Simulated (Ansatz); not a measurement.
Equation of state of TiSn under PBE

Symmetry: Fm-3m, No. 225, cubic system. The conventional cell has a = 5.601 Å, b = 5.601 Å, c = 5.601 Å, α = 90.00°, β = 90.00°, γ = 90.00°. Ti (site symmetry m-3m) is surrounded by 6 Sn at 2.80 Å. Sn (site symmetry m-3m) has 6 Ti at 2.80 Å as nearest neighbours.

The cell comes from a database or a generator and needn't be the stable form of this composition.

The cell was scaled at fixed shape and fractions and run with Ansatz, Ansatz PAW, cutoff 420 eV; PBE, k mesh 8 × 8 × 8 on the cell of 2 atoms, fermi-dirac occupations of 0.05 eV, no spin polarisation, no spin-orbit coupling. Energies are those that the program minimises, any entropy of the smearing included. For a metal such a mesh isn't converged to the digits shown.

| V (Å³/atom) | energy over the lowest row (meV/atom) |
| --- | --- |
| 20.6470 | 22.924 |
| 21.0863 | 9.813 |
| 21.5256 | 2.359 |
| 21.9649 | 0.000 |
| 22.4042 | ? |
| 22.8435 | 8.534 |
| 23.2828 | 18.559 |

Fit the third-order Birch-Murnaghan form, give V0, B0 and B′, and predict the energy left open.

With y = (V0/V)^(2/3), E = E0 + (9 V0 B0/16) [(y - 1)³ B′ + (y - 1)² (6 - 4y)]. Least squares through the rows shown give V0 = 21.9644 Å³/atom, E0 = -0.001 meV, B0 = 83.33 GPa (1 eV/Å³ = 160.218 GPa) and B′ = 4.31, with a largest miss of 0.003 meV. At V = 22.4042 the form with these constants gives 2.210 meV; the run gave 2.211 meV an atom. Other set-ups at this level, from all their volumes (Å³/atom, GPa): Ansatz, Ansatz PAW (earlier soft set): V0 21.963, B0 83.28.

The energies trace a smooth single minimum, and the withheld point is recovered almost exactly, so the third-order form describes this narrow volume range well. This is a test of interpolation, not of behaviour under strong compression. The well is anharmonic: the smallest cell lies 22.924 meV/atom above the lowest row, against 18.559 meV/atom for the largest, although the two are equally far from it in volume. Compression raises the kinetic energy and the overlap repulsion steeply, whereas bonding weakens more gradually on expansion, consistent with the positive B′ of 4.31.

The bulk modulus of 83.33 GPa is modest beside those of rocksalt titanium carbide and nitride. The likely reason is that the large Sn atom with its diffuse 5p states gives longer, weaker p–d bonds and a lower density of bonding electrons than carbon or nitrogen 2p states do. The close agreement with the earlier soft set suggests that V0 and B0 depend little on that choice. Resistance to uniform compression doesn't establish stability against shear or phonon distortions.
